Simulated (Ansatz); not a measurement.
# Abstraction of F: C2HF3Si + C4H9O → C2HF2Si + C4H9FO

Species: C2HF3Si `C#C[Si](F)(F)F`, singlet; C4H9O `[CH2]COCC`, doublet; C2HF2Si `C#C[Si](F)F`, doublet; C4H9FO `CCOCCF`, singlet. A radical takes F: the energy is the difference in strength between the Si–F bond broken and the C–F bond made.

Shapes, held fixed at every level: PBE0-D4/def2-TZVP. Flexible molecules stand in one conformer, not always the lowest. Programs: Ansatz 0.2.0. Electronic energies: no zero-point or thermal term.

```json
{"level": "HF/def2-TZVPP", "kind": "Hartree–Fock", "ΔE (kJ/mol)": "+216.6", "less CCSD(T)/CBS estimate": "+10.3"}
{"level": "PBE-D4/def2-TZVPP", "kind": "GGA", "ΔE (kJ/mol)": "+173.8", "less CCSD(T)/CBS estimate": "-32.5"}
{"level": "B3LYP-D4/def2-TZVPP", "kind": "global hybrid", "ΔE (kJ/mol)": "+195.0", "less CCSD(T)/CBS estimate": "-11.3"}
{"level": "PBE0-D4/def2-TZVPP", "kind": "global hybrid", "ΔE (kJ/mol)": "+187.6", "less CCSD(T)/CBS estimate": "-18.7"}
{"level": "wB97X-V/def2-TZVPP", "kind": "range-separated hybrid", "ΔE (kJ/mol)": "+193.7", "less CCSD(T)/CBS estimate": "-12.6"}
{"level": "CCSD(T)/def2-TZVPP", "kind": "coupled cluster or CI", "ΔE (kJ/mol)": "+204.3", "less CCSD(T)/CBS estimate": "-2.0"}
{"level": "CCSD(T)/CBS estimate", "kind": "coupled cluster or CI", "ΔE (kJ/mol)": "+206.3", "less CCSD(T)/CBS estimate": "0.0"}
```

The highest level, CCSD(T)/CBS estimate, gives ΔE = +206.3 kJ/mol; the levels span +173.8 to +216.6. The column of differences is taken from that level and isn't an error. No measured value is set beside it here. Open shells run unrestricted. The CBS estimate extrapolates MP2 from def2-TZVPP and def2-QZVPP and adds CCSD(T) − MP2 in the triple-zeta set, cores frozen.

Fluorine transfer from silicon to carbon is strongly uphill at every level, so the Si–F bond broken is much stronger than the C–F bond made. Silicon is far more electropositive than carbon, which gives Si–F a large ionic contribution, and fluorine lone pairs donate into σ* orbitals at silicon. The new C–F bond, though strong by the standards of carbon single bonds, recovers only part of this. Any stabilisation of the silyl radical by its remaining fluorines and the ethynyl group is evidently too small to close the gap.

Hartree–Fock overshoots the coupled-cluster value, while all the density functionals fall below it, PBE the furthest. Exact exchange probably accounts for much of the rise from PBE to PBE0, but its fraction alone doesn't order the hybrids, since B3LYP, with less of it than PBE0, lies closer to the reference. The preference for fluorine on silicon doesn't depend on these differences. The reverse transfer, from alkyl fluoride to silyl radical, is therefore favoured energetically, though its barrier remains undetermined.
